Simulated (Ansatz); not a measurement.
Theory: DFT PBE, scalar-relativistic, plane waves, PAW (Ansatz). All cells share a 420 eV cutoff and Γ-centred k meshes spaced about 0.3 Å⁻¹ or finer (0.25 for metals, 2π included). No spin polarisation.

Temperature and zero-point effects are left out.

Two forms of B2C were relaxed alike.

1.

```
B C
1.0
     1.28607   -3.91075    0.00000
     1.28607    3.91075    0.00000
     0.00000    0.00000    3.43370
B C
2 1
Direct
  0.50000 0.50000 0.24549
  0.50000 0.50000 0.75451
  0.00000 0.00000 0.50000
```

2.

```
B C
1.0
     2.62330    0.00000    0.00000
    -1.31165    2.27184    0.00000
     0.00000    0.00000    3.33130
B C
2 1
Direct
  0.66667 0.33333 0.74517
  0.66667 0.33333 0.25483
  0.00000 0.00000 0.50000
```

Problem. Which form is favoured at zero pressure, and by what margin per atom?

Solution. Cell 2 is lower, by 113 meV/atom. Cell 1 has space group Cmmm (No. 65), 11.5 Å³/atom and no gap on its mesh; cell 2 has space group P-6m2 (No. 187), 6.6 Å³/atom and no gap. Counting C atoms around B (those within 1.25 times the shortest such distance or 1.15 times the sum of covalent radii), cell 1 has B 2 and cell 2 has B 3. Cell 1 and cell 2 both hold B–B chains. Even the lower one lies +0.36 eV/atom against the reference forms of the elements (uncorrected), so neither is stable at this level. In cell 1, around B lie 2 C at 1.55 Å and 2 B at 1.69–1.75 Å; around C lie 4 B at 1.55 Å. In cell 2, B has 2 B at 1.63–1.70 Å and 3 C at 1.72 Å; C has 6 B at 1.72 Å. Both come from trial cells of a structure search, whose lowest cell (P-1, 7.5 Å³/atom) lies 142 meV/atom below the lower of the two.

No dispersion correction is applied, so the spacing and binding between layers, chains or molecules are poorly described (Cmmm), and this can change margins and order among such cells. Trial moments fell under 0.15 μB along the way in Cmmm and P-6m2; another start might hold them. With atoms moved at random, cell 2 came back. Cell 1 had no clear such test and can be a saddle point. Some structure types and database cells were kept out of the candidates from the start, so a known form may be missing.

The denser P-6m2 cell is lower in energy, although its B–C contacts are longer, 1.72 Å against 1.55 Å. This is the usual exchange of a few short bonds for more, weaker ones. In Cmmm, the coordinates place carbon in flat sheets with four boron neighbours in the plane, an arrangement helped by boron's electron deficiency and π delocalisation. In P-6m2, carbon sits in a trigonal prism of boron, where multicentre bonding probably spreads the few valence electrons over more contacts. That gain may account for the 113 meV/atom, but missing attraction between the sheets would also raise Cmmm relative to P-6m2.

Compression should favour P-6m2 further, given its much smaller volume per atom. The lowest cell of the search also remains above the elements, since its gain of 142 meV/atom does not offset +0.36 eV/atom. This fits the known preference of boron-rich carbides for icosahedral frameworks, which neither cell contains. The energies say nothing about whether either form could persist as a metastable phase.
